Q: I have two sets of calculations, for phosphorus and for bismuth, both in the bcc structure and in the local density approximation. Each crystal is squeezed and stretched evenly by up to 12 per cent in volume. What sizes should I carry in my head before I look at details?

A: A volume change of a few per cent costs some ten meV per atom, and one of 12 per cent costs up to about a hundred. The pressures that go with these changes run from about 2 to 18 GPa, which is tens of thousands of atmospheres and more. It also helps to know that an energy density of 1 eV per Å³ is a pressure of about 160 GPa. That conversion connects the two kinds of column.

Bcc phosphorus (13.59 Å³ per atom at scale 1) and bismuth (29.40 Å³), computed with Ansatz 0.2.0 in non-spin-polarised LDA with scalar-relativistic plane-wave PAW, a 420 eV cutoff and k meshes of 16×16×16 (P) and 13×13×13 (Bi). Energies are relative to scale 1 and extrapolated to zero smearing; pressures, positive in compression, include the 0.1 eV Fermi-Dirac smearing.

```
volume scale  energy change, P (meV/atom)  pressure, P (GPa)  energy change, Bi (meV/atom)  pressure, Bi (GPa)
        0.88                         80.4              18.02                         105.4               10.77
        0.92                         32.7              10.62                          43.5                6.33
        0.96                          7.5               4.68                          10.3                2.81
           1                          0.0              -0.09                           0.0               -0.01
        1.04                          7.1              -4.05                           8.3               -2.29
        1.08                         26.6              -7.37                          31.8               -4.14
        1.12                         56.6             -10.13                          67.7               -5.61
```

Q: The volume scale is the volume divided by that of the relaxed cell, and the energy change is counted from that cell. At 0.88 bismuth pays 105.4 meV and phosphorus 80.4 meV. I concluded that bismuth is the stiffer crystal, but its pressure is only 10.77 GPa against 18.02 GPa. Is one of the columns wrong?

A: Both columns are right, and the pressure is the one that tells you about stiffness. In every row away from scale 1, bismuth has the larger energy change and the weaker pressure, whether the crystal is squeezed or stretched. Bismuth is the softer crystal. What misled you is the phrase "per atom".

Q: How can a softer material cost more energy to squeeze?

A: Think of a piston. The work depends on how hard the piston pushes back and also on how much volume it sweeps. A bismuth atom occupies 29.40 Å³ in the relaxed cell and a phosphorus atom 13.59 Å³, so the same percentage sweeps more than twice the volume for each bismuth atom. A weaker pressure acting over a much larger swept volume can do more work.

Q: So I should divide the energy by the volume?

A: Yes, if you want to compare materials as materials. For the squeeze to 0.88, phosphorus stores 80.4/13.59 = 5.9 meV for each Å³ of relaxed crystal, and bismuth stores 105.4/29.40 = 3.6 meV. The order has now turned round and agrees with the pressures.

Q: Can I put the argument into a formula?

A: Call the relative compression e, so that e = 0.12 at scale 0.88 and e = −0.12 at scale 1.12. For small e the pressure P is proportional to it, and the constant of proportionality is the bulk modulus B. The work per atom is the pressure summed over the swept volume, with V₀ the atomic volume at scale 1:

P ≈ B e

E ≈ ½ B V₀ e²

The energy per atom is therefore governed by the product B V₀, and not by B alone.

Q: And what are these products here?

A: The pressures at scales 0.96 and 1.04 give B as their difference divided by 0.08. That is 109 GPa for phosphorus and 64 GPa for bismuth. Multiplied by the atomic volumes and converted, B V₀ is 9.3 eV for phosphorus and 11.7 eV for bismuth. From phosphorus to bismuth the modulus falls to 0.58 of its value while the volume grows by a factor of 2.16, so the product rises by about a quarter.

Q: Then I could predict the bismuth energies by multiplying those of phosphorus by 1.26.

A: You could, and you would be less than a tenth off in each of the six changed cells. The errors have a pattern, though. Your prediction is too low for every compressed cell and too high for every expanded one. The two curves differ in height and also in how lopsided they are.

Q: I had noticed that squeezing costs more than stretching by the same amount. Why is that so?

A: Start with the forces. When atoms approach, their electrons are confined to less space and the electron clouds of neighbours must stay orthogonal to one another, which raises the kinetic energy steeply. The attraction that holds the crystal together also grows, but more gently. Squeezing therefore runs into a wall that becomes steeper, while stretching meets a pull that grows more and more slowly.

Q: Can I see the wall in the table?

A: Look at equal steps of the volume scale for phosphorus. Between 0.92 and 0.88 the pressure rises by 18.02 − 10.62 = 7.4 GPa. Between 1.12 and 1.08 it rises by only 10.13 − 7.37 = 2.8 GPa. The crystal is far stiffer at the compressed end, and bismuth behaves in the same way.

Q: You said that the kinetic energy rises. By something like the 80 meV in the table?

A: By far more. For particles held together by electrostatic forces, the virial theorem ties the kinetic energy T to the total energy E, the pressure P and the volume V:

T = 3 P V − E

Applied to phosphorus between scales 0.96 and 0.88, it gives a rise of about 2.8 eV. The total energy rises by only 80.4 − 7.5 = 73 meV over that step, so the potential energy must fall almost as much as the kinetic energy climbs.

Q: Does the calculation itself agree with that?

A: For phosphorus, in size, yes. The smooth part of the valence kinetic energy in the same runs rises by about 2.5 eV over this step. The comparison is approximate, because the inner electrons are frozen and some of the kinetic energy near the nuclei is booked elsewhere. For bismuth the smooth part rises by only about half of what the theorem gives, so it cannot serve as a check there. This form of the theorem also neglects relativity, which matters near so heavy a nucleus. The lesson is still useful: the modest energy of compression is the small remainder of two large changes that nearly cancel.

Q: How do I bring the steepening into the formula?

A: Let the modulus grow with pressure at a rate B′, which is a pure number. Summing the pressure over the swept volume then adds one correction to the energy:

E ≈ ½ B V₀ e² [1 + (B′ + 1) e / 3]

The correction is positive for compression and negative for expansion, which is exactly the lopsidedness you saw. A larger B′ makes the curve more lopsided.

Q: Where do I get B′?

A: From the pressures. I took the Vinet equation, a standard relation between the pressure and the volume of a solid, and adjusted its two constants by least squares to all seven pressures of each element, counted from the small pressure left at scale 1. This gives B′ = 3.9 for phosphorus and 4.4 for bismuth. Bismuth is thus the more lopsided of the two, which explains part of the pattern in the errors of your prediction. The rest comes from small tilts of the energy curves, which show best near the minimum.

Q: Let me try bismuth at scale 0.88. The first part is ½ × 11.7 eV × 0.12² = 0.084 eV. The bracket is 1 + 5.4 × 0.12 / 3 = 1.22. Together that makes about 102 meV.

A: The table has 105.4 meV, so you are about 3 per cent low. The pressure of that row helped to fix B′, but no energy went into your estimate. If you integrate the full Vinet curve instead of stopping at the first correction, you recover the free energies of the calculation to within 1 meV per atom in every row, for both elements. This shows that pressures and energies belong together, as they must within one calculation; it does not test whether the calculation describes nature.

Q: Something still bothers me near the minimum. At 4 per cent, phosphorus costs 7.5 meV when squeezed and 7.1 meV when stretched, which is almost symmetric. Bismuth costs 10.3 and 8.3 meV. Your formula gives a ratio of about 1.15 for both.

A: Two small tilts are at work, and they act in opposite directions. The relaxed phosphorus cell still has a pressure of −0.09 GPa, so its true minimum lies at a slightly smaller volume. That lowers the energy at 0.96 and raises it at 1.04, by 0.3 meV each. Take the tilt out and you have 7.8 and 6.8 meV, whose ratio is 1.15.

Q: But bismuth has almost no pressure left at scale 1.

A: Its tilt has another origin. The calculation smears the occupation of the electron levels around the Fermi energy, and this adds an electronic entropy term. The pressure belongs to the free energy, which includes that term, while the energies in the table are corrected back to zero smearing. In bismuth the entropy term shrinks as the crystal expands from 0.96 to 1.04, so the correction raises the energy at 0.96 and lowers it at 1.04, by about 0.4 meV each. Without it the values are 9.9 and 8.8 meV, and the ratio is again close to what the formula gives.

Q: So neither oddity is a property of the element.

A: Largely. One comes from a cell that is not quite relaxed and the other from the chosen smearing, although the way the entropy term changes with volume does belong to bcc bismuth. Both show at 4 per cent because the energies themselves are so small there. At 12 per cent such tilts reach only about 1 meV in a change of many tens, so that is the better place to judge how lopsided a curve is. Even there they make up about half of the difference in lopsidedness between the two elements.

Q: One question is left. Why does the modulus of bismuth fall less than its volume grows? Both elements have five outer electrons, and in bismuth they are spread more thinly.

A: Thin spreading does point towards a softer bismuth, but the simplest version of that idea goes too far. In a gas of free electrons the modulus varies as the volume to the power −5/3. With the two atomic volumes, bismuth should then have only 0.28 of the modulus of phosphorus, and it would cost less energy per atom instead of more. The calculation finds 0.58. The gas alone would also be several times stiffer than either crystal, since it leaves out the attraction that holds the atoms together, so its scaling is only a rough guide.

Q: What keeps bismuth stiffer than that?

A: My guess is its larger ion core, with a filled 5d shell that the outer electrons of the neighbours have to avoid. A bulky core would leave less free room in the cell than the atomic volume suggests. It would also suit the larger B′, but these runs do not isolate the effect of the core. Nor can a ratio of two moduli tell whether bismuth is unusually stiff or phosphorus unusually soft.

Q: May I use these moduli for a piece of real bismuth or phosphorus?

A: No. At ordinary pressure bismuth has a rhombohedral structure and phosphorus forms layers or molecules; bcc or closely related structures appear only under strong compression. The moduli here belong to crystals held in bcc, which may not be stable against small distortions. For bismuth there is a further reservation, because spin-orbit coupling is strong in its 6p electrons and was left out, and its effect on this curve is untested. The local density approximation also tends to bind solids too tightly and make them too stiff, and the atomic datasets were made for another functional, PBE, which could shift both moduli somewhat. What you can take to any other solid is the order of the steps: find the modulus, multiply by the volume per atom, and only then compare energies.
